\section*{Reading stress and pressure from radial diffraction: MgO near 30 GPa}

An MgO powder squeezed between diamond anvils without a pressure medium carries a larger stress along the load axis than across it. Its lattice spacings then depend on direction, and a pressure read from them is biased. This page inverts one radial data set for the pressure, the stress difference and the elastic anisotropy.

\subsection*{Model and conventions}

Stresses $\sigma_i$ are counted positive in compression, axis 3 is the load axis (unit vector $\mathbf z$), and $\sigma_1=\sigma_2$. Define $P=(2\sigma_1+\sigma_3)/3$ and $t=\sigma_3-\sigma_1$. The reference state is the crystal under hydrostatic $P$, with spacings $d_P$. The $S_{ij}$ (Voigt notation, engineering shear) are the compliances for small stress increments about that state. The remaining deviatoric stress, written tension-positive, is $\tau_{ij}=t(\delta_{ij}/3-z_iz_j)$. The angle between $\mathbf z$ and the plane normal $\mathbf n\parallel(h,k,l)$ is $\psi$.

In the Reuss limit every grain carries the same $\tau$. In cubic axes the strain along $\mathbf n$ is
\begin{equation}
\varepsilon_{nn}=S_{12}\,\mathrm{tr}\,\tau+\tfrac12S_{44}\,\mathbf n\!\cdot\!\tau\mathbf n+S\sum_i n_i^2\tau_{ii},\qquad S=S_{11}-S_{12}-\tfrac12S_{44}.
\end{equation}
The trace vanishes and $\mathbf n\cdot\tau\mathbf n=(t/3)(1-3\cos^2\psi)$. The diffracting grains share $\mathbf n$ and are taken to be randomly rotated about it, so $\langle z_i^2\rangle=n_i^2\cos^2\psi+\tfrac12(1-n_i^2)\sin^2\psi$. With $\sum_i n_i^4=1-2\Gamma$ this gives $\sum_i n_i^2\langle\tau_{ii}\rangle=(t/3)(1-3\Gamma)(1-3\cos^2\psi)$. Adding the terms yields the lattice-strain equation (Singh, 1993):
\begin{equation}
d=d_P\,[1+xQ],\quad x=1-3\cos^2\psi,\quad Q=\frac t3\,(S_{11}-S_{12}-3S\Gamma),
\label{eq:d}
\end{equation}
\begin{equation}
\Gamma=\frac{h^2k^2+k^2l^2+l^2h^2}{(h^2+k^2+l^2)^2}.
\end{equation}
Every reflection has $d=d_P$ at $x=0$, that is at $\psi=54.7^\circ$.

\subsection*{Data and outside inputs}

The spacings below were made for this exercise and rounded as data are. They mimic an energy-dispersive run in which the cell is rotated to set $\psi$. Each has an assumed independent relative error $\epsilon=1.0\times10^{-4}$.

\begin{center}
\begin{tabular}{lcccc}
$hkl$ & $3\Gamma$ & $d(0^\circ)$/pm & $d(45^\circ)$/pm & $d(90^\circ)$/pm\\
111 & 1 & 230.32 & 231.76 & 233.26\\
200 & 0 & 199.61 & 200.78 & 201.92\\
220 & 3/4 & 141.07 & 141.93 & 142.81
\end{tabular}
\end{center}

The compiled low-pressure constants are $C_{11}=306$, $C_{12}=95$, $C_{44}=157$ GPa (R{\aa}sander 2015, temperature not stated), so $K_0=(C_{11}+2C_{12})/3=165.3$ GPa. We add a typical lattice parameter $a_0=421.2$ pm and an assumed $K_0'=4$.

\subsection*{Step 1: a straight line for each reflection}

The three angles give equally spaced $x=-2,-\tfrac12,1$. The least-squares line $d=d_P+bx$ then has $b=(d_{90}-d_0)/3$ and $d_P=\bar d+b/2$, with $\bar d$ the mean of the three spacings, and $Q=b/d_P$. The leftover $\delta=d_{45}-(d_0+d_{90})/2$ tests linearity against its standard deviation $\sqrt{3/2}\,\epsilon d$.

\begin{center}
\begin{tabular}{lcccccc}
$hkl$ & $b$/pm & $d_P$/pm & $10^3Q$ & $a_P$/pm & $\delta$/pm & $\sigma_\delta$/pm\\
111 & 0.980 & 232.270 & 4.219 & 402.30 & $-0.030$ & 0.028\\
200 & 0.770 & 201.155 & 3.828 & 402.31 & 0.015 & 0.025\\
220 & 0.580 & 142.227 & 4.078 & 402.28 & $-0.010$ & 0.017
\end{tabular}
\end{center}

Here $a_P=d_P\sqrt{h^2+k^2+l^2}$. Mean and slope are uncorrelated, so $\sigma_Q=\sqrt2\,\epsilon/3=0.047\times10^{-3}$ and $\sigma_{d_P}/d_P=\sqrt{1/3+1/18}\,\epsilon=\sqrt{7/18}\,\epsilon$. The three reflections average to $a_P=402.30$ pm with standard deviation $0.014$ pm.

For $K_0'=4$ the Birch--Murnaghan equation in $y=a_0/a$ reads
\begin{equation}
P=\tfrac32K_0(y^7-y^5),\qquad K=-\frac a3\frac{dP}{da}=\tfrac12K_0(7y^7-5y^5).
\label{eq:bm}
\end{equation}
With $y=1.04698$, $P=30.0$ GPa and $K=278$ GPa. The statistical error $3K\sigma_a/a$ is only $0.03$ GPa, and the scale matters more. $P$ is proportional to $K_0$, and the third-order factor $1+\tfrac34(K_0'-4)(y^2-1)$ moves it by $0.4$ GPa for a change of $0.2$ in $K_0'$.

\subsection*{Step 2: $Q$ against $3\Gamma$}

Equation \eqref{eq:d} predicts $Q=m_0+m_1\,3\Gamma$. For a cubic crystal $S_{11}-S_{12}=1/(C_{11}-C_{12})$ and $S_{44}=1/C_{44}$, hence
\begin{equation}
m_0=\frac{t}{3(C_{11}-C_{12})},\qquad m_0+m_1=\frac{t}{6C_{44}},\qquad A=\frac{2C_{44}}{C_{11}-C_{12}}=\frac{m_0}{m_0+m_1}.
\end{equation}
An equal-weight fit of the three points gives $10^3m_0=3.821\pm0.046$ and $10^3m_1=0.378\pm0.064$, with all residuals below $0.03\times10^{-3}$. Propagating the covariance of the fit, the Zener ratio is $A=0.910\pm0.015$. The compiled low-pressure constants give $A=1.49$, which would require a negative slope. The positive slope shows that they cannot be inserted for the compressed state.

\subsection*{Step 3: what the data leave open}

The replacement $t\to\lambda t$ with both shear compliances divided by $\lambda$ leaves every $Q$ unchanged. The bulk modulus fixes $S_{11}+2S_{12}=1/(3K)$, a combination that does not enter $Q$. Within the Reuss model the data therefore determine $a_P$, $A$ and the ratio of $t$ to a shear modulus uniquely, and nothing more. One shear modulus must come from outside.

The orientation average of $\Gamma$ is $1/5$, and there
\begin{equation}
\langle Q\rangle=m_0+\tfrac35m_1=\frac{t}{6G},\qquad G=\frac{5}{4(S_{11}-S_{12})+3S_{44}},
\end{equation}
where $G$ is the Reuss aggregate modulus. The fit gives $10^3\langle Q\rangle=4.048\pm0.027$, better defined than $m_0$ or $m_1$ because $3\Gamma=3/5$ lies close to the centroid $7/12$ of the points. The compiled constants give $G_0=131.4$ GPa. With an assumed mean slope $g=1.8\pm0.3$ up to 30.0 GPa, $G=G_0+gP=185\pm9$ GPa. Then
\begin{equation}
t=6G\langle Q\rangle=4.49\ \mathrm{GPa},
\end{equation}
with $0.03$ GPa from the spacings and $0.22$ GPa from $G$. The same closure gives $C_{11}-C_{12}=392$ GPa and $C_{44}=178\pm9$ GPa. With $K=(C_{11}+2C_{12})/3$ it follows that $C_{11}=539\pm13$ GPa and $C_{12}=147\pm6$ GPa. These bars come from $G$ alone and are fully correlated.

A second ambiguity is the stress-sharing rule. A common interpolation replaces the bracket in $Q$ by $\alpha(S_{11}-S_{12}-3S\Gamma)+(1-\alpha)/(2G_V)$, with the Voigt modulus $G_V=(C_{11}-C_{12}+3C_{44})/5$. Expressing both terms through $A$,
\begin{equation}
\frac{m_1}{m_0}=\frac{\alpha\,(1/A-1)}{\alpha+5(1-\alpha)/(2+3A)}.
\end{equation}
One measured ratio cannot fix both $\alpha$ and $A$. For $\alpha=1/2$ the same data give $A=0.827$, a shift of more than five statistical standard deviations. The stress hardly responds: $G_V/G=(2+3A)(3+2A)/(25A)=1.009$ at that $A$, so $t$ changes by less than $0.5\,\%$ at fixed $G$.

\subsection*{The pressure a single direction would give}

At $\psi=90^\circ$ the apparent lattice parameter is $a_P(1+Q)$. By \eqref{eq:bm}, $dP=-3K\,da/a$, so to first order
\begin{equation}
P-P_{\rm app}\simeq 3KQ\;\longrightarrow\;\frac{Kt}{2G}\quad\text{for }Q=\langle Q\rangle .
\end{equation}
Here $Kt/(2G)=3.4$ GPa, or $11\,\%$ of $P$. It equals $3K\langle Q\rangle$ and so does not depend on the assumed $G$. As a direct test, the 200 line at $90^\circ$ gives $a=403.84$ pm and $P_{\rm app}=26.9$ GPa. The deficit of $3.1$ GPa lies just below the linear $3KQ_{200}=3.2$ GPa because $K$ falls as the lattice expands. At $\psi=0$ the first-order bias is twice as large and of opposite sign.

With the beam along the load axis, $\psi=90^\circ-\theta$ for Bragg angle $\theta$, and $x=0.967$ at $\theta=6^\circ$. Since $x$ stays near 1 for all lines, such a pattern fixes essentially $a_P(1+m_0)$ and $m_1$. The bias is then present almost in full, and the pattern alone can hardly separate it from $a_P$.

\subsection*{Neglected terms}

Equation \eqref{eq:d} is linear in $t$. Anharmonic corrections can be sized by letting a stress $t$ alter the moduli as a pressure would, a relative amount $gt/G=0.044$, or $0.18\times10^{-3}$ in strain. This is about half of $m_1$. If it differs between reflections it moves $A$ by some $0.04$, and if it enters $d_P$ it moves $P$ by some $0.15$ GPa. Both exceed the statistical errors.

Plastic flow is not in the model at all. On the $\{110\}\langle1\bar10\rangle$ systems typical of MgO at room temperature, the resolved shear stress is zero for a load along $\langle111\rangle$ and half the load for $\langle100\rangle$. Yielded grains then carry unequal stresses, which is expected to raise $Q_{111}$ against $Q_{200}$ and to mimic a smaller $A$. Texture likewise breaks the random average about $\mathbf n$.

\subsection*{Outcome}

The table was generated from $a_P=402.30$ pm, $10^3m_0=3.80$ and $10^3m_1=0.42$ with added scatter. These were chosen so that stress and anisotropy resemble what is typical for fine-grained MgO at this pressure. The fit returns them within one standard deviation, which tests the inversion and says nothing about the material. The model's results are $P=30.0$ GPa on the stated scale, $t=4.5\pm0.2$ GPa and a pressure deficit of $3.4$ GPa across the load axis. The anisotropy, $A\approx0.9$, holds only under the Reuss assumption and is the number to trust least.